**Why do the outer planes of my Ti(110) slab hold so many of the states just below the Fermi level?**

I ran a five-plane bcc Ti(110) slab with PBEsol and no spin, and split the states between −0.25 and 0 eV among the atomic planes. Each outer plane gets about a quarter of them and each inner plane about a sixth. A colleague says this is only geometry, because the outer planes also collect the space facing the vacuum, and his one-parameter model fits well. Is he right, or is it band narrowing, or a surface state?

Ansatz 0.2.0, PBEsol plane-wave PAW calculation without spin polarisation for a clean five-plane bcc Ti(110) slab, with a 420 eV cutoff, a 27 × 27 × 1 k mesh and 0.1 eV Gaussian smearing. Plane shares cover the states from −0.25 to 0 eV relative to the Fermi level, every state counted as full; heights are measured from the top atom.

```csv
row,plane share,plane formula,plane height (Å)
1,0.258,Ti,-8.799
2,0.173,Ti,-6.478
3,0.165,Ti,-4.288
4,0.154,Ti,-2.019
5,0.249,Ti,0.000
```

**Answer**

Each outer plane carries about 1.5 times the weight of an inner one, and the two together hold an excess of about 0.6 state per cell out of 3.4. In the table, "row" counts the planes from the bottom, "plane formula" is the atom in each, and "plane height" is measured from the top atom. "Plane share" is the fraction of the window's states on that plane, so it is neither a charge nor an electron count, and an even split would be 0.20.

*Slice size.* The colleague's model takes a uniform density, cuts it at the midpoints between planes, and lets the two outer slices reach a distance $L$ beyond their atoms. The share of plane $i$ is its slice thickness over the total:

$$s_i = \frac{t_i}{z_5 - z_1 + 2L}$$

Here $z_i$ is the plane height. A least-squares fit of $L$ to all five rows gives $L = 2.33$ Å.

Row 1, which was part of that fit, shows the arithmetic. The spacing to row 2 is $8.799 - 6.478 = 2.321$ Å, so

$$s_1 = \frac{2.321/2 + 2.33}{8.799 + 2(2.33)} = \frac{3.49}{13.46} = 0.259$$

against 0.258 in the table. The worst row, row 2, is low by only 0.005 in share, and no other model here follows the five rows as closely.

The model is still wrong, and other energy windows of the same calculation show it. A bias that comes from geometry alone must favour the outer planes equally at every energy, so $L$ should be one number. Refitted in the same way window by window, it is about 1.1 Å or a little less in the three windows between −2 and −0.25 eV, and it lies anywhere from 1.59 to 3.05 Å in the five windows above. A reach near 1.1 Å is half a spacing, which means nearly equal slices: in those lower windows the outer planes together hold 0.39 to 0.40, no more than their even part. The good fit arises because the table has essentially one feature, a step between outer and inner planes, and one adjustable length can reproduce any such step.

The fitted length is also not a physical size. It implies a uniform density of 0.033 e/Å³ out to 2.3 Å from the nuclei, whereas the calculation has 0.0013 e/Å³ at 3 Å above the top atom. Carried back to 2.3 Å at its rate of decay, that is still several times too thin. What survives of the idea is that states reaching outward get counted with the outer plane. That is a property of those particular states, which leads to the electronic explanations.

*Band narrowing.* In tight-binding theory the second moment of the local density of states on an atom is $\mu_2 = \sum t^2$, summed over the hopping integrals $t$ to its neighbours. The local band width goes as $\sqrt{\mu_2}$, and a flat band holding a fixed number of d states has a density of states proportional to $1/\sqrt{\mu_2}$. An atom on bcc (110) keeps 6 of its 8 nearest neighbours, so the outer-to-inner ratio is $\sqrt{8/6} = 1.155$. The table gives 1.55, so counting neighbours has the right sign and supplies less than a third of the excess.

The real geometry makes the test sharper, because the two faces differ. Rows 1 and 2 are held at the bulk spacing and remain under force, while the free top spacing has contracted by 13%. The contact between rows 4 and 5 is then 2.60 Å, shorter than the 2.842 Å found at the bottom atom. With the usual d–d hopping $t \propto d^{-5}$ for distance $d$, summed over the first two neighbour shells with no adjustable constant, shorter bonds make up for lost ones at the top face.

This version gives the held bottom plane 0.240, most of the way to its 0.258. It gives the contracted top plane 0.198 against 0.249, which is no excess over the even share of 0.20. Flat bands also give the same shares at every energy that all of them cover, so this form fails the other windows much as the slices do. The flat-band form is therefore ruled out as the whole cause.

Narrowing of a structured band is not ruled out. Theory argues that narrowing draws weight from the band edges towards the band centre, and in titanium, with its d band well under half full, the centre lies above the Fermi level. The summed outer share does stay above 0.40 in every window from −0.25 up to 1.5 eV, which fits that direction. The highest levels are loosely converged, so the top of that range carries little weight.

*Surface-weighted states.* The third picture adds states bound to each face to an even background $b$. With $j = 0 \dots 4$ counting planes and $q$ the decay ratio per plane,

$$s_j = b + A\,(q^{\,j} + q^{\,4-j})$$

A least-squares fit of $b$, $A$ and $q$ to the five rows gives $b = 0.165$, $A = 0.089$ and $q$ close to zero, so the excess sits on the outermost planes with no visible tail. The decay length is poorly fixed, since $q = 0.2$ fits only slightly worse. The scatter among rows 2 to 4, like the small gap between rows 1 and 5, is untested against k mesh and thickness and deserves no cause. Three parameters on five points describe the shape and do not explain it.

The evidence for this picture comes from two comparisons across windows. The first uses states per eV, which shows that the outer planes gain states and do not merely win share from shrinking inner planes. On going from the window just below into this one, the top plane rises from 2.1 to 3.3 states per eV, while the inner mean moves from 2.4 to 2.2. The bottom plane rises as well, by less. One step lower in energy all five planes had risen together. Here the inner ones stall while both faces go on climbing.

The second comparison uses the vacuum above the top face. The density at height $z$ falls as $e^{-2\kappa z}$ with $\hbar^2\kappa^2/2m = \phi - E$ for a state without in-plane momentum, where $\phi$ is the work function. Between the centres of neighbouring windows, with $\kappa \approx 1.1$ Å⁻¹ and a mean barrier of 4.7 eV,

$$\Delta\kappa \approx \frac{1.1 \times 0.25}{2 \times 4.7} = 0.029\ \text{Å}^{-1}, \qquad e^{2(3)(0.029)} = 1.19$$

so the lower barrier alone raises the density at 3 Å by about a fifth.

The calculated vacuum density per top-plane state is 2.7 times that of the window below and 1.8 times that of the window above, although the upper window has the lower barrier. It is the largest of all eight windows. In total, this window holds 22% of the states between −2 and 0 eV but 67% of their vacuum density. The exchange-correlation potential is rough in thin density, so the factors are approximate, and they concern the top face only.

Such a peak can come from states near the zone centre, since in-plane momentum adds to $\kappa^2$, or from lobes pointing out of the surface. A lobe changes the amount of density outside but hardly its rate of decay, so the decay can help to tell them apart. From 4 to 5 Å above the top atom the density of this window falls by a factor of 8.6, against 10.7 in the window below and 8.9 in the window above, where the lower barrier alone would give the slowest fall. Small in-plane momentum therefore seems to have a part in the peak.

The peak does not show which states make up the excess on the plane. Only about 0.13% of the window's states lies beyond 3 Å, so a few of them could produce it. A surface state or resonance lying on top of a broader narrowing effect could explain both comparisons, but that assignment is a guess until the states are resolved by k point and orbital. Even if confirmed, it would hold for this idealised slab only. The bcc phase of titanium is the high-temperature one, the symmetry of the cell blocks sideways shuffles, and spin is off while the bottom plane has about 3.5 states per eV, so a magnetic state could lie lower and move these levels.

The open question is whether the feature belongs to the surface or to the film. Five planes quantise the bulk bands into a few standing waves, which can also pile weight on the ends. In a thicker slab an excess that belongs to the surface, roughly 0.3 state per face here with any narrowing included, would settle at a fixed energy and size, while weight from the film's standing waves would shift with thickness.
